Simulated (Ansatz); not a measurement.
A substitution series on Ge: H to Cl

On one Ge centre that keeps CH3, n of the H ligands are replaced by Cl. The HOMO–LUMO gap y in eV at wB97M-V/def2-TZVPP. Shapes, held fixed at every level: PBE0-D4/def2-TZVP. Programs: Ansatz 0.2.0.

```
   molecule  n  y (eV)
  GeH3(CH3)  0   13.54
GeH2(CH3)Cl  1       ?
GeH(CH3)Cl2  2   12.65
 Ge(CH3)Cl3  3   12.38
```

Q: Fit y = c + s·n to the known rows and predict GeH2(CH3)Cl.

A: 
1. Means of the 3 rows: n = 1.66667, y = 12.857.
2. Σ(Δn)² = 4.6667, Σ(Δn·Δy) = -1.8433, so the slope is -1.8433/4.6667 = -0.39499.
3. Intercept: 12.857 − (-0.39499) × 1.66667 = 13.515. The largest residual of the fit is 0.075.
4. GeH2(CH3)Cl: 13.515 + (-0.39499) × 1 = 13.12 eV.

The run gave 12.78 eV, so the prediction is off by +0.34 eV, more than the scatter of the fit. The steps per swap are uneven (-0.76, -0.13, -0.27), so a line is a poor model. Other levels give for GeH2(CH3)Cl: SPW92/def2-TZVPP 6.19; B3LYP-D4/def2-TZVPP 8.11; r2SCAN0-D4/def2-TZVPP 9.06 eV. Orbital gaps aren't excitation energies, and the LUMO depends on the basis. Relativity is left out for Ge unless named.

The gap narrows with every H replaced by Cl, from 13.54 to 12.38 eV, but most of the drop comes with the first chlorine. This suggests a change in orbital character rather than a steady inductive shift. The first Ge–Cl bond brings in a low-lying σ* orbital, polarised towards Ge, and a set of Cl 3p lone pairs, neither of which the parent hydride has. Further chlorines probably mix and lower the σ* levels, while their electron-withdrawing effect also stabilises the occupied orbitals, so much of the change cancels in the gap. The fit missed this because the omitted molecule is the one where the new orbitals first appear.

For GeH2(CH3)Cl, the spread between functionals far exceeds the whole substitution effect, probably reflecting how much exact exchange each includes, particularly at long range. The series therefore supports a relative ordering within one level of theory, not an absolute gap. Without the separate orbital energies, the narrowing can't be divided between HOMO and LUMO.
